Each tenth of exact exchange opens the orbital gap of this molecule by about 0.7 eV, as long as the share is the same at all distances between the electrons. Five functionals break that rule because their share changes with distance, and LC-wPBE does so by more than 6 eV if it is judged by its short-range share. A smaller break, of 0.3 to 0.4 eV, separates the two meta-GGAs from the GGAs.

Gas-phase C2H4AlClSi (SMILES C#C[SiH2][AlH][Cl], point group Cs), computed with Ansatz 0.2.0 using restricted Kohn-Sham and def2-TZVPP at the PBE0-D4/def2-TZVP geometry. The gap is the LUMO energy minus the HOMO energy. The shares of exact exchange are those that define each functional, rounded to whole per cent; HSE06 is in its plane-wave form.

```csv
functional,class,"exact exchange, short range (%)","exact exchange, long range (%)",HOMO (eV),LUMO (eV),gap (eV)
SPW92,LDA,0,0,-6.57,-3.01,3.56
PBE-D4,GGA,0,0,-6.46,-2.80,3.67
revPBE-D4,GGA,0,0,-6.42,-2.70,3.72
BLYP-D4,GGA,0,0,-6.32,-2.64,3.67
r2SCAN-D4,meta-GGA,0,0,-6.69,-2.58,4.11
B97M-V,meta-GGA,0,0,-6.73,-2.73,4.00
r2SCANh-D4,global hybrid,10,10,-7.09,-2.31,4.78
B3LYP-D4,global hybrid,20,20,-7.35,-2.22,5.13
PBE0-D4,global hybrid,25,25,-7.55,-2.05,5.50
r2SCAN0-D4,global hybrid,25,25,-7.69,-1.93,5.77
HSE06-D4,screened hybrid,25,0,-7.16,-2.42,4.74
BHLYP-D4,global hybrid,50,50,-8.53,-1.23,7.30
CAM-B3LYP-D4,range-separated,19,65,-8.80,-1.06,7.74
LC-wPBE,range-separated,0,100,-10.10,-0.01,10.09
wB97X-V,range-separated,17,100,-9.76,-0.11,9.65
wB97M-V,range-separated,15,100,-9.53,-0.36,9.17
```

The gap is the distance between the highest occupied orbital (HOMO) and the lowest empty one (LUMO). It is neither the energy of an absorbed photon nor a measured property. In the first four rows, the LDA and the GGAs, it stays near 3.6 to 3.7 eV. These functionals give occupied and empty orbitals one common potential. It is derived from an energy expression that uses only the local density and, in the GGAs, its slope.

The next two rows, r2SCAN and B97M-V, contain no exact exchange either, yet their gaps lie 0.44 and 0.33 eV above that of PBE. The established explanation is that a meta-GGA also uses the kinetic energy density of the orbitals. Its potential therefore acts differently on different orbitals and can push the two levels apart. Part of this head start survives in the global hybrids of r2SCAN: r2SCAN0 still lies 0.27 eV above PBE0, which has the same share of exact exchange. It is no general rule, since wB97M-V, also built on a meta-GGA, has a gap 0.48 eV smaller than the GGA-based wB97X-V, although their shares of exact exchange are nearly the same.

In the global hybrids exact exchange takes over. In proportion to its share, it removes the repulsion of an electron with itself that semilocal functionals leave uncancelled, and so lowers the HOMO. An empty orbital holds no electron and has no such repulsion to lose. It does lose some of the attraction that the common semilocal potential had lent it, and the LUMO rises.

A straight line drawn from BLYP, without exact exchange, to BHLYP, with half, serves as a ruler. B3LYP and PBE0, which were not used to draw it, lie within 0.02 eV of it. The printed output compares every row with this ruler.

HSE06 shows the first break caused by range. It has the same 25% of exact exchange as PBE0 at short range but none at long range, and its gap is 0.76 eV smaller. Both functionals are built on PBE, so this pair isolates the effect of range well. HSE06 keeps only 58% of the opening from PBE to PBE0, although "short range" might suggest that it keeps nearly everything within a small molecule.

The reason lies in how the repulsion is divided. Its long-range part is erf(ωr)/r, where r is the distance between two electrons, ω sets where the division falls, and the error function erf rises from 0 to 1. When r goes to zero, this part does not vanish but tends to the constant 2ω/√π. Electrons close together thus still feel some "long-range" repulsion, and HSE06 treats that share without exact exchange.

In HSE06 ω is roughly 0.2 per Å, so the division falls near 5 Å, well beyond a bond length though shorter than the molecule. Over about a bond length the long-range part then stays nearly constant, at 2 × 0.2/√π ≈ 0.23 per Å, and a rough estimate can use this value for the whole orbital. Two unit charges 1 Å apart repel each other by about 14 eV, which turns this into 3.2 eV. A quarter of it, the share that PBE0 has and HSE06 lacks, is 0.8 eV, close to the computed loss of 0.76 eV.

The same limit tells how the loss is divided. For a constant interaction, exact exchange lowers each occupied orbital by the full constant and leaves the empty ones alone. A smooth semilocal potential that gives the same exchange energy lowers both kinds by half. Replacing one by the other should therefore move HOMO and LUMO equally far in opposite directions, and from PBE0 to HSE06 they move by +0.39 and −0.37 eV.

The last four rows turn the recipe round and put most of their exact exchange at long range. LC-wPBE has none at short range and still reaches the largest gap, 10.09 eV. Its division falls near 1.3 Å, little more than the length of the C≡C bond, so most of the self-repulsion of an orbital spread over several atoms should count as long-range. On the ruler, extended beyond BHLYP, its gap corresponds to a uniform share of about 88%.

Here the constant limit fails. It predicts that LC-wPBE opens the gap by about 12 eV relative to PBE, whereas the calculation gives 6.42 eV. The repulsion now falls off markedly within the orbital, and the value at zero distance is too large to stand for the whole. The LUMOs of the last three rows also lie close to zero, where their exact position depends on the basis set.

For a neighbouring functional, the place to start is between the gaps that its two shares would give on the ruler. The larger ω is, the closer the result should lie to the long-range reading. Gaps taken from different sources can be compared between molecules only if the functional is the same, since in this table the choice of functional alone changes the gap almost threefold.

Output of the analysis:

```
Gap against the ruler in eV and equivalent uniform share in per cent:
           row    gap  miss by short-range share  miss by long-range share  equivalent share
         SPW92   3.56                      -0.11                     -0.11            -1.515
        PBE-D4   3.67                          0                         0                 0
     revPBE-D4   3.72                       0.05                      0.05            0.6887
       BLYP-D4   3.67                          0                         0                 0
     r2SCAN-D4   4.11                       0.44                      0.44             6.061
        B97M-V      4                       0.33                      0.33             4.545
    r2SCANh-D4   4.78                      0.384                     0.384             15.29
      B3LYP-D4   5.13                      0.008                     0.008             20.11
       PBE0-D4    5.5                      0.015                     0.015             25.21
    r2SCAN0-D4   5.77                      0.285                     0.285             28.93
      HSE06-D4   4.74                     -0.745                      1.07             14.74
      BHLYP-D4    7.3                          0                         0                50
  CAM-B3LYP-D4   7.74                      2.691                    -0.649             56.06
       LC-wPBE  10.09                       6.42                     -0.84             88.43
       wB97X-V   9.65                      4.746                     -1.28             82.37
       wB97M-V   9.17                      4.411                     -1.76             75.76
Ruler, gap opening per 10 % exact exchange [eV]: 0.726
PBE0 less HSE06, gap [eV]: 0.76
HSE06 less PBE0, HOMO [eV]: 0.39
HSE06 less PBE0, LUMO [eV]: -0.37
HSE06 less PBE, gap [eV]: 1.07
PBE0 less PBE, gap [eV]: 1.83
Part of the PBE0 opening kept by HSE06 [%]: 58.47
Constant-interaction estimate of the gap lost by HSE06 against PBE0 [eV]: 0.8124
Same constant for full long-range exchange in LC-wPBE [eV]: 12.28
LC-wPBE less PBE, gap [eV]: 6.42
Length 1/omega in HSE06 [angstrom]: 5
Length 1/omega in LC-wPBE [angstrom]: 1.323
r2SCAN less PBE, gap [eV]: 0.44
B97M-V less PBE, gap [eV]: 0.33
r2SCAN0 less PBE0, gap [eV]: 0.27
wB97X-V less wB97M-V, gap [eV]: 0.48
Ruler value of their difference in short-range share [eV]: 0.1452
```
